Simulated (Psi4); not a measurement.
**Exact exchange and the dipole moment of InF**

The species is InF (2 atoms), meant as a singlet with charge 0. SMILES: `[F][In]`. Geometry: relaxed at PBE0-D4/def2-TZVP.

The dipole moment y, in D, basis def2-TZVPP with a core potential; a is the functional's share of exact exchange. Programs: Psi4 1.11.

| functional | program | a | y (D) |
| --- | --- | --- | --- |
| PBE | Psi4 | 0 | 3.02 |
| revPBE | Psi4 | 0 | 2.98 |
| TPSSh | Psi4 | 0.1 | 3.06 |
| B3LYP | Psi4 | 0.2 | 3.25 |
| PBE0 | Psi4 | 0.25 | ? |
| BHLYP | Psi4 | 0.5 | 3.39 |

Problem. Fit y = c + s·a to the known rows and predict PBE0.

Solution. 
1. Means of the 5 rows: a = 0.1600, y = 3.140.
2. Σ(Δa)² = 0.172, Σ(Δa·Δy) = 0.139, so the slope is 0.139/0.172 = 0.80814.
3. Intercept: 3.140 − (0.80814) × 0.1600 = 3.011. The largest residual of the fit is 0.077.
4. PBE0: 3.011 + (0.80814) × 0.25 = 3.21 D.

The run gave 3.20 D, so the prediction is off by +0.01 D, within the largest residual. More exact exchange makes the molecule more polar here.

The dipole moment of InF generally grows with exact exchange, but B3LYP breaks the order: it gives 3.25 D, above the 3.20 D of PBE0, despite its smaller exchange fraction. The semilocal part of the functional therefore matters too. The cleanest comparison is PBE with PBE0, where the moment rises from 3.02 to 3.20 D. Because the geometry is common to all rows, this rise reflects a redistribution of electron density, not a longer bond.

The bond is strongly polar, with fluorine drawing charge from the In 5p orbital, while the remaining 5s pair on In(I) polarises away from fluorine and opposes the ionic dipole. Semilocal functionals tend to delocalise charge too much, which here probably means too much F 2p density donated back into the empty In 5p orbitals. Exact exchange counteracts this and leaves more negative charge on fluorine. The successful prediction for PBE0 supports interpolation among these functionals, but does not show which of them comes closest to the true dipole moment.
